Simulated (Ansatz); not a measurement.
## From three elastic constants to directional properties of ScAl$_{2}$

The calculation used DFT LDA, scalar-relativistic, plane waves, PAW in Ansatz 0.2.0. Settings: 420 eV plane-wave cutoff, Γ-centred 8×8×8 mesh, Fermi-Dirac smearing of 0.15 eV. No spin polarisation.

Relaxed structure:
Space group Fd-3m:1 (No. 227). a = 7.454 Å, b = 7.454 Å, c = 7.454 Å, α = 90.00°, β = 90.00°, γ = 90.00°
```tsv
atom	site	symmetry	x	y	z
Sc	8a	-43m	0.5000	0.0000	0.5000
Al	16d	.-3m	0.1250	0.6250	0.1250
```

In a metal, frequencies and elastic constants depend on the k mesh and the smearing, soft modes and shear constants most.

With ions relaxed, on the cubic axes: C11 = 206.3, C12 = 42.1, C44 = 73.7 GPa. The density is 3.173 g/cm³.

Problem. Is the crystal stable against strain, and how anisotropic is it?

Solution. Born's conditions hold: C11 + 2C12 = 290.6, C11 − C12 = 164.2 and C44 = 73.7 GPa are all positive. B = (C11 + 2C12)/3 = 96.9 GPa. The two shear moduli are C44 and C′ = (C11 − C12)/2 = 82.1 GPa, so Zener's ratio is A = C44/C′ = 0.90: nearly isotropic. The Cauchy pressure C12 − C44 is -31.6 GPa; it would vanish for pair forces between atoms on inversion centres at zero pressure, and a negative value is usual with directional bonding, though many-body forces give one in some ionic oxides too.

Problem. Give the sound speeds along the three symmetry directions.

Solution. The Christoffel equation gives ρv² for each branch:
```csv
direction,branch,ρv²,GPa,v (m/s)
[100],L,C11,206.3,8064
[100],T (×2),C44,73.7,4820
[110],L,(C11 + C12 + 2C44)/2,198.0,7899
[110],"T, u ∥ [001]",C44,73.7,4820
[110],"T, u ∥ [1-10]",(C11 − C12)/2,82.1,5087
[111],L,(C11 + 2C12 + 4C44)/3,195.2,7843
[111],T (×2),(C11 − C12 + C44)/3,79.3,5000
```

Problem. How does Young's modulus depend on direction?

Solution. Inverting gives S11 = 5.207, S12 = -0.883, S44 = 13.565 TPa⁻¹. Along a unit vector (l, m, n), 1/E = S11 − 2(S11 − S12 − S44/2)(l²m² + m²n² + n²l²), where the last bracket is 0, 1/4 and 1/3 for [100], [110] and [111]: E = 192, 180 and 176 GPa. With A < 1 the cube edge is stiffest. For a film on (001), the biaxial modulus is C11 + C12 − 2C12²/C11 = 231 GPa and the normal strain is −2C12/C11 = -0.41 times the in-plane one.

Cost: 2 runs of about 4.5 core-minutes in all, on Intel Xeon Platinum 8259CL (Skylake/Cascade Lake) (shared hosts).

ScAl₂ resists shear almost as strongly as compression: C44 and C′ are not far below the bulk modulus, while C12 is small. The negative Cauchy pressure says more here than its sign alone suggests. Sc sits on a site without inversion symmetry, so its sublattices can shift against each other under a C44 shear. That relaxation can only lower C44, so with pair forces at zero pressure it would push the Cauchy pressure positive. Angular or many-body forces must therefore outweigh it, probably from Al sp bonding within the network of corner-sharing tetrahedra and its hybridisation with Sc d states.

Near-isotropic elasticity doesn't contradict directional bonding, since the network spreads its bonds over many orientations and neither type of shear is markedly easier. The cell edge is somewhat shorter than the known one, as expected from LDA overbinding, which probably also makes the lattice too stiff. The positive Born combinations establish stability against small homogeneous strains, not against finite-wavelength phonons or decomposition into neighbouring Sc–Al phases.
